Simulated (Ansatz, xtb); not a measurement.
**Ligand exchange: HCl + SnH3(NH2) → NH3 + SnH3Cl**

Gas-phase species: HCl (hydrogen chloride), singlet; SnH3(NH2), singlet; NH3 (ammonia) `N`, singlet; SnH3Cl `[Cl][SnH3]`, singlet. The partners trade Cl for NH2: H–Cl and Sn–NH2 bonds give way to H–NH2 and Sn–Cl.

Shapes, held fixed at every level: PBE0-D4/def2-TZVP. Programs: Ansatz 0.2.0, xtb 6.7.1. The zero-point and thermal change to 298 K, harmonic and unscaled (PBE0-D4/def2-TZVP), is +9.4 kJ/mol.

| level | kind | ΔH(298 K) (kJ/mol) | less CCSD(T)/def2-TZVPP | CPU time (sum over the molecules) |
| --- | --- | --- | --- | --- |
| GFN0-xTB | semi-empirical | -46.0 | +40.6 | 0.11 s |
| SPW92/def2-TZVPP | LDA | -87.5 | -0.9 | 3.9 s |
| PBE-D4/def2-TZVPP | GGA | -92.7 | -6.1 | 7.1 s |
| B3LYP-D4/def2-TZVPP | global hybrid | -95.9 | -9.3 | 9.9 s |
| BHLYP-D4/def2-TZVPP | global hybrid | -101.4 | -14.8 | 8.1 s |
| r2SCAN0-D4/def2-TZVPP | global hybrid | -99.4 | -12.8 | 13 s |
| wB97M-V/def2-TZVPP | range-separated hybrid | -95.1 | -8.5 | 29 s |
| wB97X-V/def2-TZVPP | range-separated hybrid | -94.6 | -8.0 | 23 s |
| CCSD(T)/def2-TZVPP | coupled cluster or CI | -86.6 | 0.0 | – |

The highest level, CCSD(T)/def2-TZVPP, gives ΔH(298 K) = -86.6 kJ/mol; the levels span -101.4 to -46.0. The column of differences is taken from that level and isn't an error. No measured value is set beside it here. For atoms past krypton def2 sets carry core potentials with scalar relativity. Outer-core shells of Sn are correlated, in sets that cover them unevenly. Times are processor times on shared x86 and Arm servers, and rough.

Every level makes the exchange clearly exothermic, with coupled cluster at -86.6 kJ/mol. Both halves of the trade help: N–H is somewhat stronger than H–Cl, but the larger share probably comes from tin, which binds chloride more strongly than amide. Tin's diffuse, high-lying orbitals offer the nitrogen lone pair little π stabilisation, so the amide stays basic and is readily protonated off, in line with the known ease of Sn–N cleavage by protic acids. The thermal term of +9.4 kJ/mol opposes the reaction, because a single H–Cl stretch gives way to a stiffer N–H stretch and additional bending modes.

All the density functionals lie on the more exothermic side of coupled cluster, LDA only marginally. GFN0-xTB recovers the sign but only about half the magnitude, probably because its non-self-consistent charges describe the change in bond polarity poorly. Since coupled-cluster correlation energies converge slowly with basis size, the small offsets among the functionals don't establish a ranking of their accuracy.
